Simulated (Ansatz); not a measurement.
A series in volume scale on TiHg

Results calculated with Ansatz 0.2.0, not measured. Periodic Kohn-Sham DFT of a crystal at fixed atoms, scaled to volume_scale times the given cell; pressure positive in compression, energy less spherical unpolarised free atoms, largest_vzz the field gradient of largest size among the nuclei.

The cell before it is scaled or strained (space group P4/mmm, No. 123):
```
cell vectors (Å)
   3.0090     0.0000     0.0000
   0.0000     3.0090     0.0000
   0.0000     0.0000     4.0410
atoms (fractions of the cell vectors)
Ti  0.50000  0.50000  0.50000
Hg  0.00000  0.00000  0.00000
```

Settings of every row: method all-electron LAPW; functional LDA; relativity scalar; k mesh 14x14x10; filling fermi-dirac; smearing width 0.08 eV; basis error target 1 meV/atom; nucleus gaussian.

Atom start moment: 0 on all atoms.

Limits: no spin-orbit coupling on heavy atoms.

| row | volume scale | V (Å³/atom) | pressure (GPa) | energy less free atoms (eV/atom) |
| --- | --- | --- | --- | --- |
| 1 | 0.94 | 17.196 | 0.832 | -4.436 |
| 2 | 0.96 | 17.562 | -1.978 | -4.4346 |
| 3 | 0.98 | 17.928 | ? | ? |
| 4 | 0.99 | 18.111 | -5.589 | -4.4215 |
| 5 | 1 | 18.294 | -6.65 | -4.4145 |
| 6 | 1.01 | 18.477 | -7.647 | -4.4063 |
| 7 | 1.02 | 18.66 | -8.582 | -4.397 |
| 8 | 1.04 | 19.026 | -10.283 | -4.3755 |
| 9 | 1.06 | 19.391 | -11.777 | -4.3502 |

Question: what pressure and energy less free atoms should row 3 give?

Worked fit of pressure. Take u = (V_r/V)^(2/3) − 1 with V_r = 18.386 Å³ an atom, which is twice the finite (Eulerian) strain; such expansions in the strain, on which the Birch-Murnaghan equation of state is built, carry the rest volume and the bulk modulus. The shown rows have u = 0.04562, 0.03104, 0.0101, 0.00335, -0.00329, -0.00981, -0.02255, -0.03486. Least squares give pressure = −7.159 + 150.106 × u + 524.68 × u² + 539 × u³ GPa; a parabola predicts inner rows, each left out in turn, worse (root mean square 0.0083 against 0.00038 GPa). All shown rows lie on it to the printed digit. The pressure vanishes at u = 0.0414, or V = 17.3 Å³ an atom, and there the bulk modulus at fixed shape and fractions is B = −V dP/dV = (2/3)(1 + u) dP/du = 136 GPa. Letting shape and atoms relax would as a rule lower it, by much in layered, chain or molecular crystals. The withheld row has u = 0.01696, so the fit gives −7.159 + 150.106 × (0.01696) + 524.68 × (0.01696)² + 539 × (0.01696)³ = -4.460 GPa.

The calculation gave -4.46 GPa. The fit meets it to the printed digit.

Worked fit of energy less free atoms. Take u = (V_r/V)^(2/3) − 1 with V_r = 18.386 Å³ an atom, which is twice the finite (Eulerian) strain; such expansions in the strain, on which the Birch-Murnaghan equation of state is built, carry the rest volume and the bulk modulus. The shown rows have u = 0.04562, 0.03104, 0.0101, 0.00335, -0.00329, -0.00981, -0.02255, -0.03486. Least squares give energy less free atoms = −4.41052 − 1.2313 × u + 14.498 × u² + 5.5 × u³ eV/atom; a parabola predicts inner rows, each left out in turn, worse (root mean square 9.8e-05 against 5.2e-05 eV/atom). The rows lie off it by 0.0000, 0.0000, 0.0000, 0.0000, 0.0000, 0.0001, -0.0001, 0.0000. Its lowest point lies at u = 0.0415, or V = 17.3 Å³ an atom, and the curvature there gives the bulk modulus at fixed shape and fractions, B = (4/9)(1 + u)² E″(u)/V = 136 GPa. Letting shape and atoms relax would as a rule lower it, by much in layered, chain or molecular crystals. The withheld row has u = 0.01696, so the fit gives −4.41052 − 1.2313 × (0.01696) + 14.498 × (0.01696)² + 5.5 × (0.01696)³ = -4.4272 eV/atom.

The calculation gave -4.4272 eV/atom. The fit meets it to the printed digit.
